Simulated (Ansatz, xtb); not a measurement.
C4H7BSSi: which of two isomers lies lower

Structure X is `BC1=C(S)[SiH2]C=C1`, a singlet and structure Y is `BC1=CC=C[Si@@H]1S`, a singlet. Both are isolated molecules in the gas phase, relaxed with r2SCAN-D4/def2-SVP; the shapes shown needn't be the lowest conformers.

X (Å):

```xyz
14

C    -0.4026    0.4398   -1.0463
C    -0.9139   -0.0626    0.1461
C     1.7611   -0.3651   -0.1681
C     1.0680    0.2459   -1.1631
B    -1.2402    1.1208   -2.1334
S    -2.5817   -0.0009    0.5984
Si    0.5293   -0.8042    1.1449
H    -0.7174    1.5312   -3.1439
H    -2.4342    1.2548   -1.9915
H    -2.4477   -0.6164    1.7961
H     0.3032   -2.2596    1.4038
H     0.6702   -0.1164    2.4652
H     2.8405   -0.5238   -0.2207
H     1.5543    0.6144   -2.0759
```

Y (Å):

```xyz
14

C    -0.3606    0.2962   -1.0734
C     1.0084    0.1848   -1.1396
C     1.7633   -0.0033    0.1093
C     1.0333   -0.0617    1.2547
B    -1.2394    0.4406   -2.3200
S    -1.8590   -1.6108    1.3171
Si   -0.7637    0.1575    0.7555
H    -0.7189    0.5355   -3.4108
H    -2.4485    0.4574   -2.2465
H     1.5481    0.2204   -2.0970
H     2.8563   -0.0938    0.0809
H     1.5002   -0.1986    2.2341
H    -1.4055    1.3820    1.3237
H    -3.0066   -1.2038    0.7265
```

Quicker runs give these differences E(Y) − E(X): GFN2-xTB −13.0 kcal/mol; HF/STO-3G −13.4 kcal/mol (at GFN2-xTB geometries); r2SCAN-D4/def2-SVP//GFN2-xTB −20.8 kcal/mol.

Q: Estimate E(Y) − E(X) at the level CCSD(T)/def2-SVP + ΔMP2/def2-TZVPP.

A: Calculated at CCSD(T)/def2-SVP + ΔMP2/def2-TZVPP: E(Y) − E(X) = −23.4 kcal/mol, so structure Y lies lower.

Level by level:

```
                             level            geometry  E(Y) − E(X) (kcal/mol)  departure from the last row (kcal/mol)  job, with rough time for the two
                          GFN2-xTB            GFN2-xTB                     −13.0                                   +10.4               optimisation, 0.6 s
                         HF/STO-3G            GFN2-xTB                     −13.4                                   +10.1              single point, 0.98 s
      r2SCAN-D4/def2-SVP//GFN2-xTB            GFN2-xTB                     −20.8                                    +2.6               single point, 6.6 s
                r2SCAN-D4/def2-SVP  r2SCAN-D4/def2-SVP                     −21.1                                    +2.3                optimisation, 84 s
                       HF/def2-SVP  r2SCAN-D4/def2-SVP                     −27.0                                    −3.6           part of the CCSD(T) run
                      MP2/def2-SVP  r2SCAN-D4/def2-SVP                     −22.3                                    +1.1           part of the CCSD(T) run
                  CCSD(T)/def2-SVP  r2SCAN-D4/def2-SVP                     −21.9                                    +1.6                      single point
CCSD(T)/def2-SVP + ΔMP2/def2-TZVPP  r2SCAN-D4/def2-SVP                     −23.4                                                     single point, 1.8 min
```

As drawn, Y has 1 S–Si, 1 C–H in place of 1 C–S, 1 Si–H.

None of the levels shown reverses the order. The largest departure from CCSD(T)/def2-SVP + ΔMP2/def2-TZVPP is that of GFN2-xTB, 10.4 kcal/mol. The last row adds to CCSD(T) the change of the MP2 difference between the two basis sets, here −1.6 kcal/mol.

With thermal terms from frequencies at re-optimised GFN2-xTB minima (ideal gas, soft modes damped towards free rotors, one conformer each, 298.15 K, 1 atm): the zero-point term adds +1.5 kcal/mol; ΔH is −21.6 and ΔG −22.9 kcal/mol.

The correlated steps freeze 15 core orbitals. Mirror images aren't counted in ΔG. Codes used: Ansatz 0.2.0, xtb 6.7.1; the last row on 2 threads of Intel(R) Xeon(R) Platinum 8259CL CPU @ 2.50GHz (Skylake/Cascade Lake) on a shared host.

Y lies well below X, and the thermal terms barely change the gap. The main reason is probably the exchange of bonding partners: sulfur gains a strong, polar bond to electropositive silicon, while hydrogen moves from a weaker Si–H bond to a stronger C–H bond. The stiffer C–H stretch also fits the zero-point term, which slightly disfavours Y. X has a compensating feature, since its thiol and boryl groups sit on the same C=C bond and sulfur can donate through it towards the empty boron p orbital. This push-pull conjugation is evidently too weak to reverse the order.

Hartree–Fock in def2-SVP exaggerates the preference for Y, and correlation in the same basis reduces it. The much smaller STO-3G gap probably reflects a minimal basis too rigid for polar Si–S bonding, so its closeness to GFN2-xTB is no mutual confirmation. Because the boryl group also changes its ring position relative to silicon, the energy difference can't be read as a pure Si–S versus C–S bond preference.
